Q: I have a silyl enol ether, CH₃–CH=CH–O–SiH₃, and a list of its bond critical points. Apart from the C=C bond, every bond here is drawn as a single line. Why do their densities fall into such different groups?

Bond critical points (QTAIM) of CH₃–CH=CH–O–SiH₃, a neutral singlet in the gas phase, from PySCF 2.14.0 at the HF/cc-pVDZ level on a GFN2-xTB geometry. Atoms are numbered C1 (methyl), C2, C3, O4, Si5 along the chain; H6–H8 are on C1, H9 on C2, H10 on C3 and H11–H13 on Si5. The energy density is the sum of the kinetic and potential parts.

```
row  density (a.u.)  first atom  second atom  laplacian (a.u.)  ellipticity  energy density (a.u.)
  1           0.353       2.000        3.000            -1.004        0.548                 -0.393
  2           0.291       3.000       10.000            -1.138        0.059                 -0.322
  3           0.286       2.000        9.000            -1.093        0.023                 -0.315
  4           0.281       1.000        7.000            -1.028        0.006                 -0.305
  5           0.279       1.000        6.000            -1.018        0.009                 -0.302
  6           0.279       1.000        8.000            -1.015        0.009                 -0.302
  7           0.275       3.000        4.000             0.023        0.061                 -0.418
  8           0.264       1.000        2.000            -0.673        0.037                 -0.227
  9           0.120       4.000        5.000             1.139        0.052                  0.005
 10           0.118       5.000       11.000             0.386        0.038                 -0.056
 11           0.115       5.000       13.000             0.369        0.033                 -0.054
 12           0.115       5.000       12.000             0.369        0.033                 -0.054
```

A: A bond critical point is the place between two bonded nuclei where the electron density is lowest along the bond and highest across it. The density there tells how tightly the electrons are packed at that one place, not how many are shared. The four bonds of silicon (atom 5) all lie at 0.120 or below, less than half of any other bond in the molecule. Their Mayer bond orders, a count of shared pairs that depends somewhat on the basis, are nevertheless close to one.

The main cause is the size of silicon's valence shell. Its bonding electrons belong to the third shell, which lies outside a filled second shell and is more diffuse than the valence shell of carbon. One pair spread over more room gives a lower density. Polarity probably adds to this, since oxygen and hydrogen draw density away from silicon's side of the bond, where the critical points lie. This one molecule cannot separate the two effects, so their ranking is an expectation and not a computed result.

Q: Isn't that just because bonds to silicon are longer?

A: Length is part of it, but this molecule holds a good counterexample. The C–C single bond is slightly longer than the Si–H bonds, by 0.03 Å on average, and yet its density is 2.3 times theirs. Length is a safer guide when the two elements stay the same.

Q: Then the C=C bond is densest because it holds a second pair?

A: Only indirectly. The π orbital has a node in the molecular plane, and the critical point lies in that plane, so the π pair adds practically nothing to the density there. The density is still about a third higher than in the C–C single bond, mainly because the double bond is shorter and its σ electrons are squeezed into less space.

The π pair shows itself in the ellipticity, which compares the two curvatures of the density across the bond. A value of 0.548 means that the density falls off more steeply in one direction than in the other, the stiffer curvature being 55 % larger. One of these directions lies in the molecular plane and the other points out of it. The soft one is the one out of the plane, where the π density grows as the σ density fades. No other bond has an ellipticity above 0.061.

Q: The Laplacian puzzles me more. I learned that negative means covalent and positive means ionic. By that rule C–O and even Si–H would be ionic.

A: The rule fails because the Laplacian is a sum of unlike parts. Two curvatures across the bond are negative, since the density drops as one leaves the bond axis. The one along the bond is positive, since the density rises towards either nucleus. The sign only tells which part wins.

The analysis printed after this text separates the parts for every bond. In all C–C and C–H bonds, the double bond included, the curvature along the bond is close to 0.3. In the C–O, Si–O and Si–H bonds it runs from 0.72 to 1.59. This part separates the two sets cleanly. The curvature across does not, since C–O lies among the C–C and C–H bonds there.

Q: Can you show that this decides the sign?

A: Take the C–O bond, and then give it the curvature along the bond that the C–C single bond has. Nothing is fitted; one part is exchanged and the other kept.

C–O as computed: −1.126 + 1.149 = 0.023
C–O with the C–C value: −1.126 + 0.310 = −0.816

The Laplacian becomes strongly negative, as in an ordinary C–C bond. The same exchange also turns the silicon bonds negative, but only just: −0.14 for Si–O and −0.05 on average for Si–H. There the steep rise along the bond has an accomplice, the weak curvature across it that comes with a thin, diffuse density. For Si–H this second part matters just as much: with only the curvature across taken from the C–C single bond, the mean Laplacian would be −0.25, also negative. The exchange is a thought experiment, since in a real bond the two parts change together.

Q: Why is the density so steep along these bonds?

A: Look at where the critical point sits. In the C–O bond it is only 0.43 Å from the carbon nucleus, against 0.73 Å in the C–C single bond. Oxygen holds its electrons in a compact, dense shell, so the minimum between the two atoms is pushed towards carbon. There the density climbs steeply on both sides, to the carbon core on one and to the oxygen shell on the other.

In the silicon bonds the point lies about 0.7 Å from silicon. For carbon that would be an ordinary distance, but silicon has a larger core, and its covalent radius is roughly 1.1 Å. The point therefore lies well inside silicon's usual share of the bond, as befits an atom that gives up density to oxygen and, more mildly, to hydrogen.

Q: What does the energy density add?

A: It is the sum H = G + V of a kinetic part G, which is positive, and a potential part V, which is negative. The Laplacian is tied to the same two parts by the local virial theorem, in atomic units:

Laplacian / 4 = 2G + V

For C–O this gives G = 0.006 + 0.418 = 0.424 and V = −0.418 − 0.424 = −0.842. The Laplacian asks whether V outweighs twice G, the energy density only whether it outweighs G once. A polar bond can fail the first test and pass the second, and C–O and the three Si–H bonds do exactly that.

Q: Si–O fails both. Is that one ionic, then?

A: It is the most polar bond of the set, but the second failure is marginal. Its energy density of 0.005 is what remains when a kinetic part of 0.280 meets a potential part of −0.275. Hartree–Fock tends to exaggerate polarity, and the small basis describes silicon only roughly, so a better calculation could change that sign. A Mayer order of 0.998 fits a strongly polar shared pair better than two separate ions.

Q: One small oddity: the C–H bond next to oxygen is denser than the other vinylic C–H, although it is slightly longer.

A: The difference is 0.005 in density, against the trend of length. A possible reason is Bent's rule: carbon directs p character towards oxygen and keeps more s character for hydrogen, which concentrates the C–H density. More s character should also shorten the bond, however, and the GFN2-xTB geometry does not show that. Only one conformer was computed, too, and a turn about the C–O bond could alter so small a difference, so the cause stays open.

Q: What would change if I replaced SiH₃ by CH₃?

A: The silicon bonds would become C–O and C–H bonds, and the table already shows what those look like. All densities would then lie in the upper group, and the new C–H points would have clearly negative Laplacians. The new C–O bond would again be a close contest between the two parts, so I would not bet on its sign.

Q: Si–H and Si–O bonds also occur in precursors for silicon oxide films in electronic devices. Can I read from the densities which bond breaks first?

A: No. Si–O and Si–H have almost the same density here, yet Si–O is well known to be much the stronger bond. The attraction between unlike charges strengthens it without packing electrons at the critical point. For the chemistry of a precursor one needs reaction energies and barriers.

Printed output of the fit:

```
Density split (a.u.) and geometry (angstrom):
  row  length  from C or Si  Mayer order  free atoms   build-up
    1   1.324        0.6311        1.938      0.2356     0.1174
    2   1.084        0.6781        0.963      0.1827     0.1083
    3   1.081        0.6706        0.968      0.1845     0.1015
    4   1.087        0.6634        0.979      0.1844    0.09662
    5   1.089        0.6647        0.972       0.183    0.09602
    6    1.09         0.665        0.972      0.1831    0.09588
    7   1.351        0.4296         0.97      0.2591    0.01586
    8   1.491        0.7297        1.067      0.1824    0.08165
    9   1.624        0.6712        0.998      0.1221  -0.002075
   10   1.452        0.7056        0.966     0.08984    0.02816
   11   1.466        0.7064        0.945     0.08847    0.02653
   12   1.466        0.7068        0.945     0.08847    0.02653
Curvatures and energy densities (a.u.):
  row  across bond  along bond  kinetic  potential/kinetic size ratio
    1       -1.295      0.2913    0.142                         3.768
    2       -1.464      0.3257   0.0375                         9.587
    3        -1.41      0.3171  0.04175                         8.545
    4       -1.351      0.3228    0.048                         7.354
    5       -1.342      0.3241   0.0475                         7.358
    6        -1.34      0.3245  0.04825                         7.259
    7       -1.126       1.149   0.4237                         1.986
    8      -0.9826      0.3096  0.05875                         4.864
    9      -0.4529       1.592   0.2797                        0.9821
   10      -0.3686      0.7546   0.1525                         1.367
   11      -0.3513      0.7203   0.1462                         1.369
   12      -0.3513      0.7203   0.1462                         1.369
C=C minus C-C, free-atom part of density (a.u.): 0.05329
C=C minus C-C, build-up part of density (a.u.): 0.03571
mean C-H minus C-C, free-atom part of density (a.u.): 0.001181
mean C-H minus C-C, build-up part of density (a.u.): 0.01802
mean C-H minus mean Si-H, free-atom part of density (a.u.): 0.0946
mean C-H minus mean Si-H, build-up part of density (a.u.): 0.0726
row 2 minus row 3, free-atom part of density (a.u.): -0.001816
row 2 minus row 3, build-up part of density (a.u.): 0.006816
C-O minus C-C, curvature across the bond (a.u.): -0.1434
C-O minus C-C, curvature along the bond (a.u.): 0.8394
Si-O minus C-O, curvature across the bond (a.u.): 0.6731
Si-O minus C-O, curvature along the bond (a.u.): 0.4429
```
